Locality of the metal response in the metal-metal waveguide

Between metals a distance d apart, filled with a semiconductor of index n, the quasi-TEM mode has no cutoff and confinement Γ ≈ 1. Per unit width it carries ½(Z0/n)|H|²d and each wall absorbs ½Rs|H|² per area, so the power loss is α = 2nRs/(Z0 d), with Rs = Re Zs.

Where locality enters. Take fields ∝ exp(−iωt) and z into the metal. Without displacement current, E″ = −iωμ0J and Zs = iωμ0E(0)/E′(0). The local law J(z) = σE(z), with σ = σ0/(1 − iωτ), gives E ∝ exp(−κz), κ² = −iωμ0σ, and Zs = −iωμ0/κ = √(ωμ0/(iσ)). It requires that the field vary little over the electron's complex free path Λ = l/(1 − iωτ), where l = vFτ.

First correction. For a spherical Fermi surface, the Boltzmann equation gives the transverse conductivity σf(kΛ) at wavevector k:

f(u) = (3/2)∫₀¹ (1 − μ²)dμ/(1 + u²μ²) = 1 − u²/5 + …

For specular reflection E is continued evenly to z < 0, with a slope jump 2E′(0). The Fourier transform obeys −[k² + κ²f(kΛ)]E_k = 2E′(0). Inverting at z = 0 and rotating u = kΛ onto the real axis,

Zs = −iωμ0Λ I, I = (2/π)∫₀^∞ du/[u² + A f(u)], A = κ²Λ².

Expanding in 1 − f adds (2/π)A∫(1 − f)du/(u² + A)² to the local value 1/√A. The part u²/5 yields √A/10. The remainder, with A → 0 in the denominator, yields −A/8. Hence

Zs = (−iωμ0/κ)[1 + A/10 − A^(3/2)/8 + …].

With δ² = 2/(ωμ0σ0) and θ = arctan ωτ, the term A/10 gives

ΔRs/Rs = (l²/5δ²)(1 + ω²τ²)^(−3/2) cos(5θ/2 − 3π/4)/cos(θ/2 + π/4).

This equals −l²/(5δ²) for ωτ ≪ 1 and turns positive at ωτ = tan(π/10) = 0.325.

Copper at 200 K. Typical inputs are a 300 K resistivity of 1.72×10⁻⁸ Ω m, free electrons of density 8.47×10²⁸ m⁻³, n = 3.6, d = 10 μm and 4 THz. Bloch-Grüneisen scaling, ρ ∝ T⁵∫t⁵dt/(4 sinh²(t/2)) from 0 to Θ/T, with Θ set to the compiled Debye temperature 343 K (Wikipedia), gives the factor 0.611 and ρ = 1/σ0 = 1.05×10⁻⁸ Ω m. Then τ = 39.9 fs, vF = 1.573×10⁶ m/s, l = 62.8 nm, δ = 25.8 nm, ωτ = 1.00 and |A| = 4.2. The limit Rs = √(ωμ0/2σ0) gives α = 7.8 cm⁻¹ but does not apply at this ωτ. The local Drude value is 5.0 cm⁻¹.

The first correction has |A|/10 = 0.42. Because Zs is mostly reactive and A rotates its phase, ΔRs/Rs = +1.0. The next term has modulus 1.1, so the series is unusable here. Numerical integration of I gives α = 6.0 cm⁻¹, 21 % above the local value.

The boundary condition matters as much. For diffuse reflection, the result of Reuter and Sondheimer (1948), quoted without derivation, is I = π/∫₀^∞ ln[1 + A f(u)/u²]du. It gives α = 7.1 cm⁻¹, 42 % above local. Field penetration into the walls is negligible beside this, 1/(|κ|d) = 0.2 %.

The model's loss is thus 6 to 7 cm⁻¹ for ideal bulk copper. Typical total losses of real Cu-Cu guides are 10 to 20 cm⁻¹, so the model is low by roughly a factor of two: it omits adhesion layers, doped contact layers and the extra resistivity of deposited films, which also shortens l and weakens nonlocality.